\section*{Premises}

Methylene has a triplet ground state, $^3B_1$, and a low singlet, $^1A_1$. A restricted determinant gives the singlet no correlation, and an unrestricted one mixes it with the triplet below it. Today I keep the broken-symmetry determinant as a variational object, project out the unwanted spin, and minimise the projected energy. This is variation after projection, VAP. Projecting a determinant that was optimised without the projector is projection after variation, PAV.

I need four premises. (i) The one-particle basis is finite and orthonormal, there are $N$ electrons, the nuclei are fixed, and
\begin{equation}
\hat H=\sum_{pq}h_{pq}\,\hat a_p^\dagger \hat a_q+\tfrac14\sum_{pqrs}\langle pq\|rs\rangle\,\hat a_p^\dagger \hat a_q^\dagger \hat a_s \hat a_r ,
\end{equation}
with $\langle pq\|rs\rangle=\langle pq|rs\rangle-\langle pq|sr\rangle$. ``Exact'' means full CI in this basis. (ii) $\hat H$ commutes with a compact group of unitary operators $\hat R(\Omega)$, each of which acts on every spin-orbital by one unitary matrix $\mathbf R(\Omega)$. Spin rotations qualify when $\hat H$ is spin free, and so do point-group operations. (iii) The projector on an irreducible representation of dimension $d$ and character $\chi$ is
\begin{equation}
\hat P=\int d\Omega\,W(\Omega)\,\hat R(\Omega),\qquad W=d\,\chi^*,\qquad \int d\Omega=1,
\end{equation}
so that $\hat P=\hat P^\dagger=\hat P^2$ and $[\hat H,\hat P]=0$. Its range is the sector. (iv) $|\Phi\rangle$ is a normalised determinant with $\langle\Phi|\hat P|\Phi\rangle\neq0$. Its occupied spin-orbitals, labelled $i$, are the columns of $\mathbf C$; the virtual ones, labelled $a$, are the columns of $\mathbf V$; and $|\Phi_i^a\rangle=\hat a_a^\dagger\hat a_i|\Phi\rangle$.

By (iii) the functional is the expectation value in the state $\hat P|\Phi\rangle$:
\begin{equation}
E[\Phi]=\frac{\langle\Phi|\hat P\hat H\hat P|\Phi\rangle}{\langle\Phi|\hat P\hat P|\Phi\rangle}=\frac{\langle\Phi|\hat H\hat P|\Phi\rangle}{\langle\Phi|\hat P|\Phi\rangle}.
\label{eq:E}
\end{equation}
It is real, and it does not change when $|\Phi\rangle$ is multiplied by a number.

\medskip\noindent\textbf{Question.} For spin that is an integral over three Euler angles. Codes use one.

\noindent\textbf{Answer.} One is enough when bra and ket both have $S_z=m$, as UHF determinants do ($\hbar=1$). Expand them in spin eigenstates $|S'm\kappa\rangle$, where $\kappa$ collects the other labels. The rotation $e^{-i\beta\hat S_y}$ conserves $S'$ and $\kappa$, and its diagonal element is the Wigner function $d^{S'}_{mm}(\beta)$. These functions obey $\int_0^\pi\sin\beta\,d^S_{mm}d^{S'}_{mm}\,d\beta=2\delta_{SS'}/(2S+1)$. Hence between such states
\begin{equation}
\hat P_S\;\to\;\frac{2S+1}{2}\int_0^\pi d\beta\,\sin\beta\;d^S_{mm}(\beta)\,e^{-i\beta\hat S_y},
\label{eq:beta}
\end{equation}
and a factor $\hat H$ changes nothing, since it conserves $S'$ and $m$.

\section*{Stationarity}

First the coordinates. Let $\mathbf B$ hold the orbitals of any determinant that is not orthogonal to $|\Phi\rangle$, so that $\mathbf C^\dagger\mathbf B$ is invertible. Mixing occupied orbitals among themselves only rescales a determinant, so I may use $\mathbf B(\mathbf C^\dagger\mathbf B)^{-1}$. Inserting $\mathbf C\mathbf C^\dagger+\mathbf V\mathbf V^\dagger=\mathbf 1$ shows that this equals $\mathbf C+\mathbf V\mathbf Z$ with $\mathbf Z=\mathbf V^\dagger\mathbf B(\mathbf C^\dagger\mathbf B)^{-1}$. Put $\hat Z=\sum_{ai}Z_{ai}\hat a_a^\dagger\hat a_i$. Then $[\hat Z,\hat a_i^\dagger]=\sum_aZ_{ai}\hat a_a^\dagger$, the next commutator vanishes, and $e^{\hat Z}$ leaves the vacuum alone, so
\begin{equation}
e^{\hat Z}|\Phi\rangle=\prod_i\Big(\hat a_i^\dagger+\sum_aZ_{ai}\hat a_a^\dagger\Big)|{\rm vac}\rangle .
\end{equation}
This is the theorem of Thouless (1960). The complex numbers $Z_{ai}$ are coordinates on all determinants near $|\Phi\rangle$, and because Eq.~(\ref{eq:E}) ignores the norm, I need no unitary exponential.

Numerator and denominator of $E$ are polynomials in $Z$, from the ket, and $Z^*$, from the bra. To first order the bra is $\langle\Phi|+\sum Z_{ai}^*\langle\Phi_i^a|$. The quotient rule gives
\begin{equation}
G_{ai}\equiv\frac{\partial E}{\partial Z^*_{ai}}\bigg|_0=\frac{\langle\Phi_i^a|\hat H\hat P|\Phi\rangle}{\langle\Phi|\hat P|\Phi\rangle}-E\,\frac{\langle\Phi_i^a|\hat P|\Phi\rangle}{\langle\Phi|\hat P|\Phi\rangle}.
\end{equation}
The operators $\hat H\hat P$ and $\hat P$ are Hermitian, so the ket derivative is $G_{ai}^*$ and $\delta E=2\,{\rm Re}\sum Z_{ai}^*G_{ai}$. Taking each $Z_{ai}$ real and then imaginary shows that $\delta E$ vanishes for all $Z$ if and only if
\begin{equation}
\langle\Phi_i^a|(\hat H-E)\hat P|\Phi\rangle=0\qquad\text{for all }i,a .
\label{eq:GBT}
\end{equation}
That is the generalised Brillouin theorem. For $\hat P=1$ the term in $E$ drops out, because $\langle\Phi_i^a|\Phi\rangle=0$, and the ordinary theorem remains. With projection that term stays. Using $\hat P^2=\hat P$ once more, the residual $(\hat H-E)\hat P|\Phi\rangle$ is orthogonal to every projected single $\hat P|\Phi_i^a\rangle$, and to $\hat P|\Phi\rangle$ by the definition of $E$. So $\hat P|\Phi\rangle$ solves the non-orthogonal CI problem in the space these states span.

\medskip\noindent\textbf{Question.} If I stay within UHF determinants, do I get only part of the theorem?

\noindent\textbf{Answer.} You vary only the spin-conserving $Z_{ai}$. The spin-flip elements vanish by themselves, since $\hat H$ and the projector on $S$ commute with $\hat S_z$. A stationary point among UHF determinants is therefore stationary among general ones, though it need not be a minimum there.

\section*{The effective Fock matrix}

Now I turn Eq.~(\ref{eq:GBT}) into matrices. The state $\hat R(\Omega)|\Phi\rangle$ is the determinant with orbitals $\mathbf D=\mathbf R\mathbf C$. For a bra determinant with orbitals $\mathbf B$ define
\begin{equation}
\mathbf M=\mathbf B^\dagger\mathbf D,\qquad n=\det\mathbf M,\qquad \boldsymbol\rho=\mathbf D\mathbf M^{-1}\mathbf B^\dagger ,
\end{equation}
with $n\neq0$ for now. The overlap of the two determinants is $n$. The transition density obeys $\boldsymbol\rho^2=\boldsymbol\rho$ but is not Hermitian. For the Hamiltonian, take as a one-particle basis the columns of $\mathbf D\mathbf M^{-1}$ together with a basis of the null space of $\mathbf B^\dagger$. Since $\mathbf B^\dagger\mathbf D\mathbf M^{-1}=\mathbf 1$, the first $N$ dual vectors are the columns of $\mathbf B$. Creators of the basis and annihilators of the dual basis anticommute canonically, and in these operators bra and ket are one and the same occupied sea, up to the factor $n$. The usual contraction rules then hold word for word, with $\langle\hat a_q^\dagger\hat a_p\rangle=\rho_{pq}$, and we recover the formula of L\"owdin (1955):
\begin{equation}
\langle B|\hat H|D\rangle=n\,\varepsilon,\qquad \varepsilon=\sum_{pq}h_{pq}\rho_{qp}+\tfrac12\sum_{pqrs}\langle pr\|qs\rangle\rho_{qp}\rho_{sr}.
\end{equation}
Because $\langle pr\|qs\rangle=\langle rp\|sq\rangle$, the two ways of varying the quadratic term are equal, and
\begin{equation}
\delta\varepsilon={\rm tr}(\mathbf F\,\delta\boldsymbol\rho),\qquad F_{pq}=h_{pq}+\sum_{rs}\langle pr\|qs\rangle\rho_{sr}.
\end{equation}
This $\mathbf F(\Omega)$ is the transition Fock matrix.

Vary the bra about $\mathbf B=\mathbf C$, with $\delta\mathbf B^\dagger=\mathbf Z^\dagger\mathbf V^\dagger$ and $\delta\mathbf M=\mathbf Z^\dagger\mathbf V^\dagger\mathbf D$. Note that $\mathbf D\mathbf M^{-1}=\boldsymbol\rho\mathbf C$, as $\mathbf C^\dagger\mathbf C=\mathbf 1$. The derivative of a determinant gives
\begin{equation}
\delta n=n\,{\rm tr}(\mathbf M^{-1}\delta\mathbf M)=n\,{\rm tr}(\mathbf Z^\dagger\mathbf V^\dagger\boldsymbol\rho\,\mathbf C).
\end{equation}
From $\delta\mathbf M^{-1}=-\mathbf M^{-1}\delta\mathbf M\,\mathbf M^{-1}$,
\begin{equation}
\delta\boldsymbol\rho=\mathbf D\mathbf M^{-1}\mathbf Z^\dagger\mathbf V^\dagger(\mathbf 1-\boldsymbol\rho),\qquad
\delta\varepsilon={\rm tr}\big[\mathbf Z^\dagger\mathbf V^\dagger(\mathbf 1-\boldsymbol\rho)\mathbf F\boldsymbol\rho\,\mathbf C\big],
\end{equation}
where the last step is a cyclic shift under the trace. The coefficient of $Z^*_{ai}$ in $\delta(n\varepsilon)-E\,\delta n$ is $\langle\Phi_i^a|(\hat H-E)\hat R|\Phi\rangle$. Integrate over the group, with the weight $y(\Omega)=Wn/\int d\Omega\,Wn$, which integrates to one and gives $E=\int d\Omega\,y\,\varepsilon$:
\begin{equation}
\mathbf G=\int d\Omega\;y\;\mathbf V^\dagger\big[(\varepsilon-E)\,\boldsymbol\rho+(\mathbf 1-\boldsymbol\rho)\mathbf F\boldsymbol\rho\big]\mathbf C .
\label{eq:G}
\end{equation}
In the basis $(\mathbf C,\mathbf V)$ the blocks of $\boldsymbol\rho$ are $\rho_{oo}=\mathbf 1$, $\rho_{ov}=\rho_{vv}=0$ and $\rho_{vo}=\mathbf t=\mathbf V^\dagger\mathbf D\mathbf M^{-1}$, the Thouless amplitudes of the rotated determinant. Multiplying out,
\begin{equation}
\mathbf G=\int d\Omega\;y\,\big[(\varepsilon-E)\,\mathbf t+\mathbf F_{vo}+\mathbf F_{vv}\mathbf t-\mathbf t\mathbf F_{oo}-\mathbf t\mathbf F_{ov}\mathbf t\big].
\end{equation}
I call the first term the density term and the other four the Fock term. All four blocks of $\mathbf F$ enter. At the identity $\mathbf t=0$, and only the ordinary $\mathbf F_{vo}$ is left.

Define a Hermitian matrix $\boldsymbol{\mathcal F}$ with $\mathcal F_{vo}=\mathbf G$ and $\mathcal F_{ov}=\mathbf G^\dagger$. With $\boldsymbol\rho_0=\mathbf C\mathbf C^\dagger$, the commutator $[\boldsymbol{\mathcal F},\boldsymbol\rho_0]$ has the blocks $\mathbf G$ and $-\mathbf G^\dagger$ off the diagonal and zeros on it. The theorem thus reads $[\boldsymbol{\mathcal F},\boldsymbol\rho_0]=0$, the form of a self-consistent-field condition.

\medskip\noindent\textbf{Question.} What are the diagonal blocks, and are the eigenvalues ionisation energies?

\noindent\textbf{Answer.} Stationarity does not fix them. Any Hermitian choice has the same solutions and affects only the convergence of the iterations, so the eigenvalues carry no Koopmans meaning.

\medskip\noindent\textbf{Question.} What if $n(\Omega)=0$ on the integration path?

\noindent\textbf{Answer.} The density and Fock terms can then be singular one by one. Their sum times $n$ is the matrix element $\langle\Phi_i^a|(\hat H-E)\hat R|\Phi\rangle$, which is finite everywhere, so $\mathbf G$ exists. In Eq.~(\ref{eq:beta}) this element times $d^S_{mm}$ is a polynomial in $\cos\beta$, and a Gauss--Legendre rule with enough points is exact. The weight $y$ need not be positive: $d^1_{00}=\cos\beta$ changes sign.

\section*{The inequalities}

Fix a sector and a family $\mathcal M$ of determinants, say all UHF determinants with given $m$. Let $E_{\rm VAP}$ be the infimum of Eq.~(\ref{eq:E}) over the members with non-zero projection. Where it is attained, Eq.~(\ref{eq:GBT}) holds.

Lower bound: $\hat P|\Phi\rangle$ lies in the sector, which $\hat H$ leaves invariant. Expanding it in the eigenstates of $\hat H$ in that sector makes $E[\Phi]$ a weighted mean of their energies, so $E[\Phi]\ge E_{\rm exact}$, the lowest of them, for every $\Phi$.

Upper bounds: $E_{\rm PAV}=E[\Phi_{\rm UHF}]$ is the functional at one member of $\mathcal M$, provided its projection is non-zero. A symmetry-adapted Hartree--Fock determinant that lies in $\mathcal M$ and in the sector has $\hat P|\Phi_{\rm sym}\rangle=|\Phi_{\rm sym}\rangle$, so $E[\Phi_{\rm sym}]=E_{\rm sym}$. An infimum exceeds neither value:
\begin{equation}
E_{\rm exact}\le E_{\rm VAP}\le\min(E_{\rm PAV},E_{\rm sym}).
\label{eq:chain}
\end{equation}
The left inequality holds at any point. The right one needs the global minimum, and Eq.~(\ref{eq:GBT}) alone does not deliver it.

\medskip\noindent\textbf{Question.} Can you show a solution of the theorem that is not the minimum?

\noindent\textbf{Answer.} Closed-shell RHF under singlet projection. There $\hat P|\Phi\rangle=|\Phi\rangle$, the singlet singles vanish by the ordinary theorem, and the triplet singles by spin symmetry. It is stationary, and it is never the minimum. Take a real occupied orbital $\sigma$ and a real virtual $\pi$, keep the other pairs as a closed core, and write $|p\bar q|=\hat a^\dagger_{p\alpha}\hat a^\dagger_{q\beta}|{\rm core}\rangle$. With $c=\cos\theta$, $s=\sin\theta$, $\phi=c\sigma+s\pi$ and $\chi=c\sigma-s\pi$,
\begin{equation}
|\Phi\rangle=|\phi\bar\chi|=c^2|\sigma\bar\sigma|-s^2|\pi\bar\pi|-\sqrt2\,cs\,|T_0\rangle,
\label{eq:fam}
\end{equation}
where $|T_0\rangle=(|\sigma\bar\pi|-|\pi\bar\sigma|)/\sqrt2$ is the $m=0$ triplet. The projector deletes it. Let $A$, $B$ and $T$ be the energies of $|\sigma\bar\sigma|$, $|\pi\bar\pi|$ and the triplet. The two closed shells couple through the exchange integral $K=(\sigma\pi|\sigma\pi)$, the Coulomb self-energy of the real density $\sigma\pi$, which is positive. With $\lambda=\tan^2\theta$,
\begin{equation}
E(\lambda)=\frac{A-2K\lambda+B\lambda^2}{1+\lambda^2}=A-2K\theta^2+O(\theta^4).
\label{eq:El}
\end{equation}
So $E_{\rm VAP}<E_{\rm RHF}$ strictly, whether or not RHF has a UHF instability.

\medskip\noindent\textbf{Question.} Where is the UHF energy in the chain?

\noindent\textbf{Answer.} Nowhere. $E_{\rm UHF}$ is the mean of the projected energies of all sectors, weighted by $\langle\hat P_S\rangle$. Projection lowers the energy if the removed components lie higher on average, and raises it if they lie lower. Singlet methylene is the second case.

\section*{Methylene in two orbitals}

Let $\sigma$ be the in-plane $3a_1$ orbital and $\pi$ the out-of-plane $1b_1$ orbital of the $C_{2v}$ molecule, with six electrons in a frozen core. Spatial symmetry decouples the closed shells ($A_1$) from the open shells ($B_1$). The $m=0$ space then holds two $^1A_1$ states from the matrix with diagonal $A,B$ and coupling $K$, the $^3B_1$ state at $T$, and the $^1B_1$ state at $T+2K$. The reflection in the molecular plane exchanges $\phi$ and $\chi$, so the determinant of Eq.~(\ref{eq:fam}) breaks it, but its singlet part is pure $^1A_1$. Spin projection restores the point group here at no cost.

The triplet sector has one multiplet, and the $m=1$ determinant with $\sigma\alpha$ and $\pi\alpha$ is exact in it. For the triplet, all levels in Eq.~(\ref{eq:chain}) coincide. I put the zero of energy at this triplet at its own equilibrium geometry, so that a singlet energy at the singlet geometry is the adiabatic gap without zero-point energy. The inputs at the singlet geometry are illustrative round numbers of typical size, in kcal/mol:
\begin{equation}
A=25,\qquad B=105,\qquad K=30,\qquad T=10 .
\end{equation}
The $^1A_1$ roots are $\tfrac12(A+B)\mp\sqrt{\tfrac14(B-A)^2+K^2}=65\mp50$, that is 15 and 115, and $^1B_1$ lies at 70. The exact lowest singlet of the model is at 15.

\emph{The theorem.} The virtual $\alpha$ orbital is $\phi_\perp=-s\sigma+c\pi$. The single $|\phi_\perp\bar\chi|$ has amplitude $-sc$ on each closed shell, $1/\sqrt2$ on the open-shell singlet $(|\sigma\bar\pi|+|\pi\bar\sigma|)/\sqrt2$, and $-\cos2\theta/\sqrt2$ on $|T_0\rangle$. The state $(\hat H-E)\hat P|\Phi\rangle$ has the components $c^2r_1$ and $c^2r_2$ on the two closed shells, with
\begin{equation}
r_1=A-E-K\lambda,\qquad r_2=K-(B-E)\lambda .
\end{equation}
The singlet and triplet weights of $|\Phi\rangle$ are $w_0=c^4+s^4$ and $w_1=2c^2s^2$, so
\begin{equation}
G=-sc^3(r_1+r_2)/w_0 .
\end{equation}
The $\beta$ single follows by the reflection and gives the same condition. Equation~(\ref{eq:El}) is equivalent to $r_1=\lambda r_2$. Hence $G=0$ means $sc=0$, a closed shell, or $(1+\lambda)r_2=0$, which forces $r_1=r_2=0$. These are the two-by-two CI equations, and $\lambda\ge0$ selects the lower root: $E=15$, $\lambda=(A-E)/K=1/3$, $\theta=30^\circ$. This value meets the lower bound of Eq.~(\ref{eq:chain}), so it is the global minimum.

\emph{The two terms.} The rotation sends $\alpha\to\alpha\cos\frac\beta2+\beta\sin\frac\beta2$ and $\beta\to-\alpha\sin\frac\beta2+\beta\cos\frac\beta2$ (spin functions outside, the angle inside the trigonometric functions), and $\langle\phi|\chi\rangle=\cos2\theta$. With $u=\cos\beta$,
\begin{equation}
n=\cos^2\tfrac\beta2+\cos^22\theta\,\sin^2\tfrac\beta2=w_0+w_1u ,
\end{equation}
as the spin decomposition requires. The same decomposition gives
\begin{equation}
\varepsilon-E=\frac{w_1u\,(T-E)}{n},\qquad t=-\frac{sc\cos2\theta\,(1-u)}{n},
\end{equation}
and the weight is $n\,du/2w_0$ on $-1\le u\le1$. At $30^\circ$, $w_0=5/8$, $w_1=3/8$ and $sc\cos2\theta=\sqrt3/8$. The density term is
\begin{equation}
-\frac{w_1}{2w_0}(T-E)\frac{\sqrt3}{8}\int_{-1}^1\frac{8u(1-u)}{5+3u}\,du .
\end{equation}
The substitution $v=5+3u$ gives the integral as $\frac{8}{27}(48-40\ln4)=-2.208$, and the density term is $-0.717$ kcal/mol. The Fock term is $\langle\Phi_i^a|\hat H\hat R|\Phi\rangle/n-\varepsilon t$ under the same weight. From the amplitudes above the matrix element is $sc\,[(B+K)s^2-(A+K)c^2+Tu\cos2\theta]=sc\,(5u-7.5)$, and the integral is $+0.717$ kcal/mol. The two cancel, logarithm included. At $u=1$ the matrix element is the ordinary $F_{ai}=-1.08$ kcal/mol: the optimal determinant violates the ordinary Brillouin theorem.

\emph{UHF and PAV.} Without projection, and with $x=s^2$,
\begin{equation}
E_{\rm U}=A(1-x)^2+Bx^2+2x(1-x)(T-K)=25-90x+170x^2 .
\end{equation}
The minimum has $x=9/34$, or $\lambda=(A+K-T)/(B+K-T)=0.36$ and $\theta=30.96^\circ$. It is the lowest UHF determinant with $m=0$ and real orbitals; the $m=1$ determinant, at $T=10$, lies lower but has no singlet part. If $\phi$ and $\chi$ get separate angles $\theta_1,\theta_2$, the energy at fixed $\theta_1+\theta_2$ is quadratic in $\cos(\theta_1-\theta_2)$ with leading coefficient $(A+B)/4-3K/2-T/2=-17.5$, so its minimum sits at $\cos(\theta_1-\theta_2)=\pm1$, which is our family. There $E_{\rm UHF}=13.09$, $w_0=0.611$, $w_1=0.389$ and $\langle\hat S^2\rangle=2w_1=0.779$. Equation~(\ref{eq:El}) gives $E_{\rm PAV}=15.06$. The residuals are $r_1=-0.857$ and $r_2=-2.380$, so $G=+1.72$ kcal/mol, and this determinant fails the generalised theorem. The model's gaps are

\begin{center}
\begin{tabular}{lccccc}
 & RHF & UHF & PAV & VAP & exact\\
gap (kcal/mol) & 25 & 13.09 & 15.06 & 15.00 & 15.00
\end{tabular}
\end{center}

The decimals serve the comparison inside the model and claim nothing beyond it. The chain holds, with an error of 10 for RHF and 0.06 for PAV against the exact model singlet. UHF lies 1.91 below that singlet because it borrows from the triplet at 10.

\medskip\noindent\textbf{Question.} PAV is nearly as good. Why bother with VAP?

\noindent\textbf{Answer.} The closeness comes from these inputs. The UHF angle depends on $T$, the energy of a state that is then discarded, and for $T\ge A+K$ it is zero, so that PAV falls back to RHF. The VAP angle does not depend on $T$.

\medskip\noindent\textbf{Question.} And the $^1A_1$ state at 115?

\noindent\textbf{Answer.} It has $\lambda=(A-E)/K=-3$, which the complex pair $c\sigma\pm is\pi$ with $\tan^2\theta=3$ supplies. Its projection is an eigenstate, so Eq.~(\ref{eq:GBT}) holds, but it is the maximum along that family, and Eq.~(\ref{eq:chain}) says nothing about it.

\section*{Range of validity}

The theorem and Eq.~(\ref{eq:G}) need only premises (i) to (iv). Spin--orbit coupling removes the spin projector, because $\hat H$ no longer commutes with it. The right-hand inequality needs the global minimum over a family that contains both comparison determinants, and all energies must refer to one sector, basis and geometry. Only the lowest state of a sector is bounded. A gap is a difference of two upper bounds and has no bound. Exactness above is special to two electrons in two orbitals, where one angle matches one CI coefficient.

The method is not size consistent. For two distant fragments, each in the determinant at $30^\circ$, a projection on total $S=0$ keeps the singlet--singlet product with weight $w_0^2$ and the coupled triplet pair with weight $w_1^2/3$, where $1/3$ is the squared Clebsch--Gordan coefficient $\langle10\,10|00\rangle^2$. The ratio is 0.12, so the result is no product of projected fragments. For many broken-symmetry fragments $\ln n$ and $\varepsilon-\varepsilon(0)$ both scale as $N\beta^2$ near the identity. The weight then confines $\beta$ to order $N^{-1/2}$, and projection shifts the energy of such a determinant by an amount of order one, which vanishes per electron.

The model's VAP gap of 15 kcal/mol rests on illustrative inputs. The adiabatic gap typical of methylene is about 9 kcal/mol, so the model lies too high by about 6 kcal/mol, roughly two thirds. This difference does not measure what the model omits, because the choice of inputs enters it as well: changing $K$ alone to 25 or 35 moves the model's gap to 17.8 or 11.8 kcal/mol.